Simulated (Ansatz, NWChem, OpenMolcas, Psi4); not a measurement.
**A small benchmark: atomisation enthalpy at 298 K**

6 molecules of light elements (H to F); the atomisation enthalpy at 298 K in kJ/mol, computed less measured. Shapes, held fixed at every level: PBE0-D4/def2-TZVP. Thermal terms are harmonic and unscaled (PBE0-D4/def2-TZVP); the spin-orbit lowering of the free atoms is taken from their spectra. Programs: Ansatz 0.2.0, NWChem 7.3.0, OpenMolcas 26.06, Psi4 1.11. A level may come from different programs for different species; with the same settings they agree closely. Measured values: Active Thermochemical Tables, NIST-JANAF tables.

Levels: A = SVWN5/aug-cc-pVDZ; B = SPW92/def2-TZVPP; C = wB97X/aug-cc-pVDZ.

| molecule | from tabulated heats | A | B | C |
| --- | --- | --- | --- | --- |
| BF3 (boron trifluoride) | 1944 | +264 | +325 | -76 |
| C2H2O (ethenone) | 2168 | +350 | +394 | -39 |
| C2H2F2 (vinylidene fluoride) | 2361 | +445 | +488 | -23 |
| CH5N (methylamine) | 2300 | +294 | +325 | -35 |
| C2H5F (SMILES CCF) | 2876 | +377 | +416 | -41 |
| C2H5O (ethoxy radical) | 2784 | +406 | +442 | -24 |

Sum up the errors.


| level | kind | mean error | mean absolute error | worst case |
| --- | --- | --- | --- | --- |
| SVWN5/aug-cc-pVDZ | LDA | +356.0 | 356.0 | C2H2F2 |
| SPW92/def2-TZVPP | LDA | +398.3 | 398.3 | C2H2F2 |
| wB97X/aug-cc-pVDZ | range-separated hybrid | -39.7 | 39.7 | BF3 |

On this set wB97X/aug-cc-pVDZ has the smallest mean absolute error and SPW92/def2-TZVPP the largest. SVWN5/aug-cc-pVDZ is too high in 6 of 6; SPW92/def2-TZVPP is too high in 6 of 6; wB97X/aug-cc-pVDZ is too low in 6 of 6. The tabulated values of BF3, C2H2F2 are in doubt (older tables, estimates, or at odds with other calculations) and kept here. Over the 4 molecules whose values aren't doubted the mean absolute errors are A 356.8; B 394.2; C 34.8. Open shells run unrestricted. The set is small.

Both local-density levels overbind every molecule severely, while the range-separated hybrid underbinds them all by far less. The local approximation describes exchange worse in the strongly inhomogeneous densities of the free atoms than in the molecules, so the atoms lie too high relative to the bonded system. Gradient terms and exact exchange remove most of this imbalance. Levels A and C share a basis, so the contrast between them reflects the functional.

SVWN5 and SPW92 parametrise the same electron gas and should nearly coincide. The smaller error of A in every row is therefore a basis-set effect: the double-zeta set recovers less of the binding and cancels part of the overbinding, which doesn't make A the better method. The same deficiency probably accounts for much of the underbinding by wB97X, whose mean error of -39.7 is larger than expected of this functional near the basis-set limit. Its errors here thus don't measure its intrinsic accuracy.
